The addition energy of this dot is a charging cost plus the gap to the next free level. The gaps belong neither to the bare harmonic well nor to a small atom: they are those of a well whose shells are split by the central charge and compressed by the electrons' repulsion. Three sizes carry the whole series. Charging costs between 0.6 and 1 hartree\* inside a subshell, about three quarters of the inverse rms radius. A change of orbital at a closed configuration adds 0.8 to 4.7 hartree\*, which makes the four large peaks at 2, 8, 10 and 20 electrons. Turning the spin over within one orbital adds 0.1 to 0.5 hartree\*, which makes the smaller peaks at 5 and 15. All results are spin-polarised LDA with spherical densities.

Spherical dot in a well ω²r²/2 (ω = 3.27 hartree*) with a central point charge of 2 e, calculated with the radks radial solver and Libxc in spin-polarised LDA (PW92) with spherical densities. Levels are numbered by radial order for each l, and the greedy filling can miss a lower state. The chemical potential is E(N)-E(N-1) and the addition energy E(N+1)+E(N-1)-2E(N).

```
electrons  chemical potential (hartree*)  unpaired electrons  rms radius (bohr*)  highest eigenvalue (hartree*)  highest level  addition energy (hartree*)
        1                         0.1458                   1              0.5295                         0.8274          1s up                         n/a
        2                          1.938                   0              0.5573                          2.591          1s up                       5.802
        3                          7.740                   1              0.6735                          8.206          1p up                      0.9474
        4                          8.687                   2              0.7323                          9.171          1p up                      0.9692
        5                          9.657                   3              0.7713                          10.14          1p up                       1.250
        6                          10.91                   2              0.8028                          11.35        1p down                      0.8902
        7                          11.80                   1              0.8283                          12.25        1p down                      0.9056
        8                          12.70                   0              0.8503                          13.16          1p up                       2.904
        9                          15.61                   1              0.8857                          16.01          2s up                      0.9096
       10                          16.52                   0              0.9155                          16.92          2s up                       1.593
       11                          18.11                   1              0.9429                          18.49          1d up                      0.7537
       12                          18.86                   2              0.9668                          19.24          1d up                      0.7517
       13                          19.61                   3              0.9881                          19.99          1d up                      0.7481
       14                          20.36                   4               1.007                          20.74          1d up                      0.7437
       15                          21.11                   5               1.025                          21.48          1d up                      0.9339
       16                          22.04                   4               1.042                          22.40        1d down                      0.7129
       17                          22.75                   3               1.058                          23.11        1d down                      0.7115
       18                          23.46                   2               1.072                          23.82        1d down                      0.7088
       19                          24.17                   1               1.086                          24.53        1d down                      0.7053
       20                          24.88                   0               1.099                          25.23          1d up                       3.101
       21                          27.98                   1               1.118                          28.30          1f up                      0.6383
       22                          28.62                   2               1.134                          28.94          1f up                      0.6365
       23                          29.25                   3               1.150                          29.57          1f up                      0.6342
       24                          29.89                   4               1.165                          30.20          1f up                      0.6317
       25                          30.52                   5               1.179                          30.84          1f up                      0.6290
       26                          31.15                   6               1.193                          31.46          1f up                      0.6261
       27                          31.78                   7               1.206                          32.09          1f up                      0.6745
       28                          32.45                   8               1.218                          32.77          2p up                      0.6403
       29                          33.09                   9               1.230                          33.41          2p up                      0.6385
       30                          33.73                  10               1.241                          34.05          2p up                         n/a
```

The starred units are effective atomic units, hartree and bohr rescaled by the effective mass and dielectric constant of the host; energies below are in hartree\* and lengths in bohr\*. With $E(N)$ the total energy of $N$ electrons, the chemical potential is $\mu(N)=E(N)-E(N-1)$ and the addition energy is $\Delta(N)=\mu(N+1)-\mu(N)$. The highest eigenvalue $\varepsilon(N)$ is the Kohn-Sham energy of the highest occupied level. Levels are named by radial order within each angular momentum $l$, so 1p, 1d, 1f and 2p are the atomic 2p, 3d, 4f and 3p. The filling runs 1s, 1p, 2s, 1d, with the up spins of a shell filled first, then 1f up and 2p up. The rows with 2, 8, 10 and 20 electrons have no unpaired electron; up and down levels coincide there, the printed "up" is arbitrary, and the last electron to enter was a down one.

Charging has to be removed before a peak can be read as a gap, and the table allows this without a fitted constant. Janak's theorem says that the derivative of the energy with respect to the occupation of a level is its eigenvalue, so $\mu(N)$ is the average of the filling eigenvalue as its occupation rises by one electron. If the eigenvalue rises linearly, by $U(N)$ in all, the average lies half-way and

$$\varepsilon(N)-\mu(N)=\tfrac12U(N).$$

The level that takes electron $N+1$ ends at $\varepsilon(N+1)$, so it started at $\varepsilon(N+1)-U(N+1)$. The distance from $\varepsilon(N)$ to that starting point is the gap $g(N)$ in the spectrum of the $N$-electron dot. Inserting both relations into $\mu(N+1)-\mu(N)$ gives

$$\Delta(N)=\tfrac12\left[U(N)+U(N+1)\right]+g(N).$$

The first term is the sum of two neighbouring differences $\varepsilon-\mu$, and what remains of $\Delta$ is the excess over charging. For ten electrons, $16.92-16.52=0.40$ and, from the next row, $18.49-18.11=0.38$. Charging is thus 0.78 and the excess is $1.593-0.78=0.81$.

Where electrons $N$ and $N+1$ enter the same spin subshell the gap is zero and the excess must vanish. In the 20 rows of that kind it is at most 0.012 in size, while the rounding of the four numbers that enter allows 0.02. Janak's theorem is a property of the calculation itself, so this confirms only that the eigenvalue is close enough to linear for an electron that joins a subshell already begun. The excess at a peak rests on the first electron of a new subshell, which the check can't reach. For the very first electron of the dot the straight line fails: it would start the 1s level at $2\times0.1458-0.8274=-0.536$, while in the empty dot that level lies at the one-electron energy, 0.0392. Where other electrons already supply a density of the same spin the bend is expected to be weaker, but the excesses remain estimates of the gaps. The offset $\varepsilon-\mu$ is also a defect put to use. With the exact functional the highest eigenvalue would equal $\mu(N)$; in LDA it lies above it in every row, by 0.68 for one electron and 0.32 for thirty.

The first explanation to weigh is the simplest one: shells of the bare oscillator, at energies $\omega(2n_r+l+\tfrac32)$ with $n_r$ radial nodes, and a fixed charging energy. It closes shells at 2, 8 and 20, which are indeed the three highest peaks. It also demands the same excess, $\omega=3.27$, at each. The excesses are 4.68, 2.04 and 2.43, the first well above $\omega$ and the other two well below, so no rescaled frequency can serve all three. In the oscillator 2s and 1d are degenerate, and the row with ten electrons should show no orbital gap at all, against the 0.81 found. What survives is the grouping. The excesses at 8 and 10 add to about 2.9, the step from 1p to 1d taken in two parts, which suggests that 10 is a break inside the third oscillator shell.

The second explanation is the tempting one. A positive charge sits at the centre, the first peak is larger than the oscillator allows, and closures at 2 and 10 recall helium and neon. The columns of levels and spins refute it. In a many-electron atom the second s level fills before the first p level, four electrons form a closed configuration, eight have two unpaired spins, and the tenth electron completes the p shell. Here four electrons have two unpaired spins in 1p, eight have none, and the tenth electron completes 2s. The peak at 8 is 1.82 times the peak at 10. The next atomic closure, 18, is an open 1d row with an ordinary 0.7088, and the next closure of pure hydrogenic shells, 28, has an excess of 0.00. The greedy filling doesn't threaten the order of 1p and 2s: their gap is 2.50 in the one-electron run and 1.51 in the 22-electron run, several times any spin step in the series.

The scales show why the atomic picture can't take over. The oscillator length is $1/\sqrt{\omega}=0.55$ and the Bohr radius of the central charge $Z=2$ is $1/Z=0.5$, so well and charge both shape the 1s state. Higher states are held at a radius near one by the well, their energy climbs by $\omega$ per shell, and the pull $Z/r$ weakens as they move out. The charge therefore splits the oscillator shells without reordering them.

How it splits them follows from first-order perturbation theory. Each level is lowered by $Z\langle 1/r\rangle$, and for oscillator functions $\langle 1/r\rangle$ equals $\sqrt{\omega/\pi}$ times $2$ for 1s, $\tfrac43$ for 1p, $\tfrac53$ for 2s and $\tfrac{16}{15}$ for 1d. Low $l$ gains most because the centrifugal barrier keeps high $l$ away from the centre. With $\sqrt{3.27/\pi}=1.02$, the 2s level drops below 1d by

$$Z\left(\tfrac53-\tfrac{16}{15}\right)\sqrt{\omega/\pi}=2\times0.6\times1.02=1.22 .$$

Solving the one-electron radial equation for well plus charge by finite differences, with nothing fitted, gives 1.40, so first order yields most of it. The same factors widen the 1s–1p gap, by $2\times(2-\tfrac43)\times1.02=1.36$ against 1.99 in the full solution, and narrow the 1p–2s gap. This is the fair quantitative form of the central-charge idea, and it gets the pattern of the first three peaks right: a gap above $\omega$ at 2, one below $\omega$ at 8, a new one at 10.

It still fails in size, and finally in order. The unscreened gaps exceed the excesses by 0.5 to 0.6 at 2, 8 and 10 electrons. At 20 the next free unscreened level is 2p, which gives a gap of 2.98 against the 2.43 found, too large by a similar amount. Between the levels that the calculation really fills, 1d and 1f, the unscreened gap is 3.61, too large by 1.2. The order is the other failure: the unscreened spectrum puts 2p 0.63 below 1f, so the twenty-first electron should be a p electron, whereas the calculation fills 1f first. That last point rests on a small margin, taken up below.

The third explanation adds the field of the other electrons. For a uniform sphere of $N$ electrons and radius $R$ the repulsive potential inside is an inverted parabola, $\frac{N}{2R}(3-r^2/R^2)$, so the net curvature of the well is $\omega^2-N/R^3$. A uniform sphere has $R=\sqrt{5/3}$ times its rms radius, about 1.4 at twenty electrons, which makes $N/R^3$ about 7 against $\omega^2$ of about 11. The density is not uniform and this estimate fixes only the order of magnitude, but it shows that repulsion removes a large part of the curvature, and a flatter well has closer levels. Outside the cloud the repulsion falls off as $N/r$ and the full well returns, so the potential comes to resemble a box with a flat bottom and steep walls. In such a potential, as in nuclei and jellium clusters, high $l$ lies below low $l$ within an oscillator shell. Repulsion thus does two things: it shrinks the main gaps, and it works against the splitting made by the central charge.

The level spectra of the runs with 1 and 22 electrons behave as this argument requires. The one-electron gaps are within 0.1 of the unscreened ones. At 22 electrons each of them is smaller, and the 2s–1d gap of the up spins has gone from 1.37 to 0.80. The excesses at 2 and at 8 electrons fall between the gaps of the two runs, the first nearer the one-electron end and the second about half-way; that is a bracket and no more. Close to 22 electrons the match is sharp: the 1d–1f gap of 2.32 stands against the excess of 2.43 at twenty. Part of the difference is the spin splitting of the open-shell run, since the gap between the up levels alone is $28.9365-26.5605=2.38$. The 2p level has moved from 0.63 below 1f to 0.06 above it.

These comparisons set the calculation against its own eigenvalues, so they show that the peaks are charging plus the self-consistent gap, and that these gaps depart from the unscreened ones in the argued direction. That flattening of the well is the cause is an argument from electrostatics. One detail warns against a picture of steady screening: the 2s–1d gap is already 0.81 at ten electrons and is no smaller, within rounding, at 22. The charge still wins for the s level, which has density at the centre, and is roughly cancelled for 2p against 1f.

The smaller peaks come from exchange. At 5 and 15 electrons the up half of a shell is full and the next electron enters the same orbital with down spin; the excesses are 0.33 and 0.20. In the local approximation the exchange potential of spin $\sigma$ is proportional to $-\rho_\sigma^{1/3}$, so the majority level lies lower, by an amount that goes roughly as the spin density divided by $\rho^{2/3}$. Spreading the spins over a larger orbital, on top of a denser paired background, lowers the splitting per unpaired electron, and the numbers follow: 0.11 for 1p, 0.04 for 1d and, from a splitting of 0.060 for two spins in the 22-electron run, 0.03 for 1f. The row with nine electrons hides a step of the same kind. Its addition energy of 0.9096 looks like background, but charging accounts for only 0.80 of it. The remaining 0.11, for a single unpaired electron, breaks the trend just given: it is as large as the 1p value, although 2s is the larger orbital and has more paired electrons beneath it.

This makes a second tempting reading, that the bump at 27 is the Hund peak of a half-filled f shell. The number of unpaired electrons decides against it: it rises from 7 to 8 and on to 10, and the highest level becomes 2p up. No spin is paired. The bump stands 0.04 above the mean of its neighbours, whereas the 1f spin splitting scaled in proportion to seven spins would be roughly 0.2. Its size is much nearer the 0.06 between 1f up and 2p up at 22 electrons. In that run 2p up and 1f down are level with each other, at 28.996; each added up spin is expected to lower the up levels relative to the down ones, so by 27 the 2p up level is the cheaper one. The near cancellation of the 2p–1f splitting lets the two act almost as one shell of ten up-spin places.

That near degeneracy is also where the calculation is weakest. The filling was found by adding one electron at a time, and with 1f and 2p only 0.06 apart a lower mixture of the two is not excluded anywhere from 21 to 30 electrons. The position of the bump, the order 1f before 2p and the flat value at 28 all depend on it. What doesn't depend on it is that the two levels are nearly degenerate, far from the unscreened splitting, and that the closure at 20 is large: an error of a few hundredths in the energy at 21 is small against 3.101.

The charging background rules out the other half of the first explanation, the constant. Over the 20 rows inside subshells the addition energy varies by a factor of 1.55, and their mean, 0.731, misses them by 13.7 % rms relative to the calculated values. A classical charge cloud in a parabolic well without a central charge is a uniform sphere that swells with each added electron, and its charging energy is $1/R$ at radius $R$. With $R=\sqrt{5/3}$ times the rms radius this is $\sqrt{3/5}=0.775$ divided by the rms radius. For 18 electrons this gives $0.775/1.072=0.723$ against 0.7088, 2 % high with nothing adjusted; over the 20 rows the rms error is 7.2 %. A least-squares fit of the prefactor to the same rows gives 0.727 and 4.5 %. Both versions are worst at three electrons, 21 % and 14 % too high, where a continuous charged sphere is a poor description.

The remaining misfit has structure. The product of addition energy and rms radius rises within every spin subshell, drops at the start of 1d up and 1f up and slightly at that of 1d down, and is highest for 2p. The relevant size is arguably that of the orbital being filled, not of the whole cloud: at 22 electrons the mean radius of 2p up is 1.18 and that of 1f up 1.32, which agrees in direction with the dearer charging of 2p. In both halves of the 1p shell the addition energy even rises while the dot grows, for instance from 0.9474 to 0.9692. A guess, untested here, is that the exchange term, which varies as the cube root of a still small spin density, bends the eigenvalue most at the start of a shell. The smoothness within subshells is no finding about real dots, since each electron is spread evenly over all $m$ states and the density cannot deform or polarise its orbitals.

The first rows carry self-interaction error. One electron should have the one-electron energy of well plus charge, 0.0392, and an eigenvalue equal to it. LDA gives 0.1458, too high by 0.1066, almost exactly the 0.1062 left when its Hartree and exchange-correlation energies fail to cancel, and an eigenvalue of 0.8274. A tenth of a hartree\* does not touch the reading of the 5.802 peak, but it is a sizeable fraction of the 0.46 spin step between one and two electrons, which deserves little weight.

The balance of attraction and repulsion suggests, by argument only, how neighbouring dots behave. A weaker central charge should shrink the peaks at 2 and 10 and enlarge the one at 8; once repulsion wins, 1d should fill before 2s and the break in the third shell should move from 10 to 18, the order of jellium clusters. A stronger charge should do the reverse, bring 2p below 1f and open a break at 26. A stiffer well at fixed charge raises the oscillator spacing as $\omega$ but the Coulomb terms only as $\sqrt{\omega}$, so, measured in units of $\omega$, the peaks at 2, 8 and 20 should approach a common height and the one at 10 should fade.
